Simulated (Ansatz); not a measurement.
**CH5AlO2 (SMILES C[Al](O)O): methods side by side**

The species is CH5AlO2 (9 atoms), meant as a singlet with charge 0. As SMILES, `C[Al](O)O`. The coordinates come from a PBE0-D4/def2-TZVP relaxation. This is one conformer, not always the lowest.

Each level gives the vertical ionisation energy (to the doublet cation) (eV). The values are calculated.

```
            level                    kind  program  value (eV)  less CCSD(T)/def2-SVP  CPU time (all runs)
    BLYP/def2-SVP                     GGA   Ansatz       10.01                  -0.87                 18 s
     PBE/def2-SVP                     GGA   Ansatz       10.17                  -0.71                 20 s
  revPBE/def2-SVP                     GGA   Ansatz       10.11                  -0.77                 19 s
  r2SCAN/def2-SVP                meta-GGA   Ansatz       10.42                  -0.46                 62 s
   B3LYP/def2-SVP           global hybrid   Ansatz       10.66                  -0.22                 31 s
 wB97M-V/def2-SVP  range-separated hybrid   Ansatz       11.10                  +0.22              3.3 min
PBE-QIDH/def2-SVP           double hybrid   Ansatz       11.08                  +0.20                 31 s
RPA@PBE0/def2-SVP                     RPA   Ansatz       10.64                  -0.24                 45 s
     MP2/def2-SVP     perturbation theory   Ansatz       10.90                  +0.02                7.5 s
 CCSD(T)/def2-SVP   coupled cluster or CI   Ansatz       10.88                   0.00                 66 s
```

Differences are taken from CCSD(T)/def2-SVP for orientation; it has basis-set and higher-order errors of its own. The values span 10.01 to 11.10 eV. CPU times are rough (shared hosts, several kinds of processor): they show what a rung costs within a factor of a few.

All the methods put the vertical ionisation energy of this aluminium(III) species at 10 eV or above, as expected for a closed-shell molecule whose metal centre has no valence lone pair to give up. The electron probably leaves the Al–C σ bond, which is polarised towards carbon, with some admixture of oxygen lone pairs; the more electronegative oxygen holds its own electrons more tightly.

The three GGAs lie lowest, r2SCAN recovers part of the gap to CCSD(T), and B3LYP more, probably because exact exchange reduces the spurious stabilisation of a hole spread over the Al–C bond and the oxygens. The climb doesn't continue towards the reference: wB97M-V and PBE-QIDH overshoot it, while RPA falls back to about the B3LYP value. MP2 comes within 0.02 eV of CCSD(T), but such agreement for one molecule may owe something to error cancellation. Being vertical, these energies don't show how far the Al–C bond would lengthen in the cation, or whether it would survive.
